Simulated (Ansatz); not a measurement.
## LaP: the change of energy above lowest point with volume scale

Results calculated with Ansatz 0.2.0, not measured. Free energy against uniform scaling of the volume at fixed shape and fractions; periodic cell, basis, potentials, k mesh and filling as listed.

The cell before it is scaled or strained (space group Fm-3m, No. 225):
```
LaP
1.0
      0.0000     3.0125     3.0125
      3.0125     0.0000     3.0125
      3.0125     3.0125     0.0000
La P
1 1
Direct
  0.00000 0.00000 0.00000
  0.50000 0.50000 0.50000
```

Settings of every row: functional PBEsol; dispersion none; potentials all-electron LAPW; k mesh 8x8x8; k shift 0x0x0; occupations fermi dirac; smearing width 0.05 eV; spin none.

Limits: coarse k mesh, up to 40 meV an atom off.

```
row  volume scale  V (Å³/atom)  energy above lowest point (meV/atom)
  1          0.94       25.699                                   9.6
  2          0.97       26.519                                     0
  3             1       27.339                                   2.9
  4          1.03       28.159                                     ?
  5          1.06       28.979                                  39.8
```

Question: what energy above lowest point should row 4 give?

Worked fit of energy above lowest point. Take u = (V_r/V)^(2/3) − 1 with V_r = 26.929 Å³ an atom, which is twice the finite (Eulerian) strain; such expansions in the strain, on which the Birch-Murnaghan equation of state is built, carry the rest volume and the bulk modulus. The shown rows have u = 0.03166, 0.01028, -0.01002, -0.04773. Least squares give energy above lowest point = −0.01 − 149.8 × u + 14334 × u² meV/atom; a straight line predicts inner rows, each left out in turn, worse (root mean square 14 against 0.074 meV/atom). All shown rows lie on it to the printed digit. Its lowest point lies at u = 0.0052, or V = 26.72 Å³ an atom, and the curvature there gives the bulk modulus at fixed shape and fractions, B = (4/9)(1 + u)² E″(u)/V = 77.2 GPa. The withheld row has u = -0.02934, so the fit gives −0.01 − 149.8 × (-0.02934) + 14334 × (-0.02934)² = 16.7 meV/atom.

The calculation gave 16.7 meV/atom. The fit meets it to the printed digit.
